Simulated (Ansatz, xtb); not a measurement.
**Relative energy of two isomers of C2H5Al**

We compare I, `C[CH2][Al]`, a singlet, with II, `C=[CH][AlH2]`, a singlet. Both are isolated molecules in the gas phase, relaxed with r2SCAN-D4/def2-TZVP; the shapes shown needn't be the lowest conformers.

I (Å):

```xyz
8

C    -1.0676   -0.1680   -0.8140
C    -0.0479   -0.8636    0.1055
Al    1.1840    0.4032    1.0332
H     0.5476   -1.5860   -0.4745
H    -0.5751   -1.4704    0.8582
H    -1.7351   -0.8759   -1.3156
H    -1.7044    0.5288   -0.2591
H    -0.5743    0.4133   -1.5999
```

II (Å):

| atom | x (Å) | y (Å) | z (Å) |
| --- | --- | --- | --- |
| C | 0.7444 | 0.3601 | -1.4720 |
| C | 0.1798 | -0.8297 | -1.2217 |
| Al | -0.3769 | -1.2720 | 0.5813 |
| H | 1.0769 | 0.6637 | -2.4642 |
| H | 0.9021 | 1.0951 | -0.6842 |
| H | -0.1273 | -0.1703 | 1.6965 |
| H | 0.0634 | -1.4998 | -2.0748 |
| H | -1.0499 | -2.6643 | 0.9360 |

Energies in hartree; the thermal terms are from r2SCAN-D4/def2-TZVP harmonic frequencies (ideal gas, rigid rotor, one conformer each, 298.15 K, 1 atm) and include the zero-point energy:

```
                               I           II
E, CCSD(T)/def2-TZVP  −321.017919  −321.010579
   zero-point energy     0.062378     0.054584
        H(298 K) − E     0.068171     0.060536
        G(298 K) − E     0.035223     0.027838
```

Question: Work out ΔE, ΔE₀, ΔH and ΔG for I → II in kJ/mol (1 Eh = 2625.50 kJ/mol) and the equilibrium ratio [II]/[I].

Answer: 1. ΔE = −321.010579 − (−321.017919) = +0.007340 Eh = +19.27 kJ/mol.
2. ΔE₀ = ΔE + ΔZPE = +0.007340 + (−0.007794) Eh = −1.19 kJ/mol.
3. ΔH = ΔE + (−0.007635) Eh = −0.77 kJ/mol.
4. ΔG = ΔE + (−0.007385) Eh = −0.12 kJ/mol, so ΔS = (ΔH − ΔG)/T = −2.2 J/(mol K).
5. kT = 0.9442 mEh, so K = [II]/[I] = exp(−ΔG/kT) = exp(+0.05) ≈ 1.

The two are too close for this level to say which is favoured. An error of 4 kJ/mol in ΔG would change K by a factor of 5. HF/def2-TZVP found them nearly level. GFN2-xTB gave ΔE the other sign. Mirror images and further conformers aren't counted.

As drawn, II has 1 C=C, 2 Al–H in place of 1 C–C, 2 C–H.

Other levels gave ΔE = −103.7 (GFN2-xTB); +39.9 (HF/STO-3G, GFN2-xTB geometries); +19.5 (r2SCAN-D4/def2-SVP, GFN2-xTB geometries); +10.5 (r2SCAN-D4/def2-TZVP); +0.2 (HF/def2-TZVP); +15.4 (MP2/def2-TZVP) kJ/mol. The correlated steps freeze 7 core orbitals. Programs: Ansatz 0.2.0, xtb 6.7.1.

The electronic energy favours ethylaluminium(I) by 19.27 kJ/mol, but zero-point energy removes that preference, leaving II lower by only 1.19 kJ/mol. The vibrational shift follows from moving two hydrogens from carbon to aluminium: Al–H bonds are weaker and softer than C–H bonds, so their stretching and bending modes store less zero-point energy.

Electronically, the isomerisation trades oxidation of Al(I) to Al(III) against dehydrogenation of the ethyl group to vinyl. Forming two Al–H bonds and a C=C π bond must pay for two strong C–H bonds and for engaging the aluminium 3s lone pair in bonding. The planar vinylalane framework also allows some π donation into the empty Al 3p orbital, though this is probably a modest stabilisation. Correlation favours I relative to Hartree–Fock, plausibly because its 3s pair can correlate into low-lying, largely empty 3p orbitals. The near balance applies to isolated monomers and needn't survive aggregation, since alanes readily form hydride bridges and Al(I) alkyls tend to cluster through Al–Al bonding.
